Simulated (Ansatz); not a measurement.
## Ligand exchange: SnH2(SH)2 + BH(SH)2 → SnH(SH)3 + BH2(SH)

Species: SnH2(SH)2, singlet; BH(SH)2, singlet; SnH(SH)3, singlet; BH2(SH), singlet. The partners trade H for SH: Sn–H and B–SH bonds give way to Sn–SH and B–H.

Shapes, held fixed at every level: PBE0-D4/def2-TZVP. Flexible molecules stand in one conformer, not always the lowest. Programs: Ansatz 0.2.0. Electronic energies: no zero-point or thermal term.

```csv
level,kind,ΔE (kJ/mol),less CCSD(T)/def2-TZVPP,CPU time (sum over the molecules)
SPW92/def2-TZVPP,LDA,+22.7,+12.9,12 s
r2SCAN-D4/def2-TZVPP,meta-GGA,+11.7,+1.9,42 s
B3LYP-D4/def2-TZVPP,global hybrid,+5.5,-4.3,44 s
PBE0-D4/def2-TZVPP,global hybrid,+10.7,+0.9,27 s
wB97M-V/def2-TZVPP,range-separated hybrid,+8.1,-1.7,1.7 min
MP2/def2-SVP,perturbation theory,+17.6,+7.8,–
MP2/def2-TZVPP,perturbation theory,+6.8,-3.0,–
CCSD(T)/def2-TZVPP,coupled cluster or CI,+9.8,0.0,13 min
```

The highest level, CCSD(T)/def2-TZVPP, gives ΔE = +9.8 kJ/mol; the levels span +5.5 to +22.7. The column of differences is taken from that level and isn't an error. No measured value is set beside it here. For atoms past krypton def2 sets carry core potentials with scalar relativity. Outer-core shells of Sn are correlated in most correlated rows, in sets that cover them unevenly. Times are processor times on shared x86 and Arm servers, and rough.

Every level makes the exchange endothermic, so thiolate stays on boron and hydride on tin, though the preference is modest at +9.8 kJ/mol with coupled cluster. The likely main reason is π donation from a sulfur lone pair into the empty p orbital of three-coordinate boron, for which four-coordinate tin(IV) has no equally good acceptor. The cost is probably kept small because the two SH groups in BH(SH)2 compete for the same orbital. When one leaves, the other can donate more strongly, and the new Sn–S bond, polar and strong in its own right, repays much of the rest.

The sign is therefore better supported than the size. MP2 drops from +17.6 to +6.8 kJ/mol when the basis is enlarged, a bigger change than the distance of any hybrid from coupled cluster. LDA stands apart on the high side, perhaps because it overbinds the two kinds of bond unequally. The close agreement of PBE0 and r2SCAN with coupled cluster does not establish that they are the more accurate functionals for this exchange.
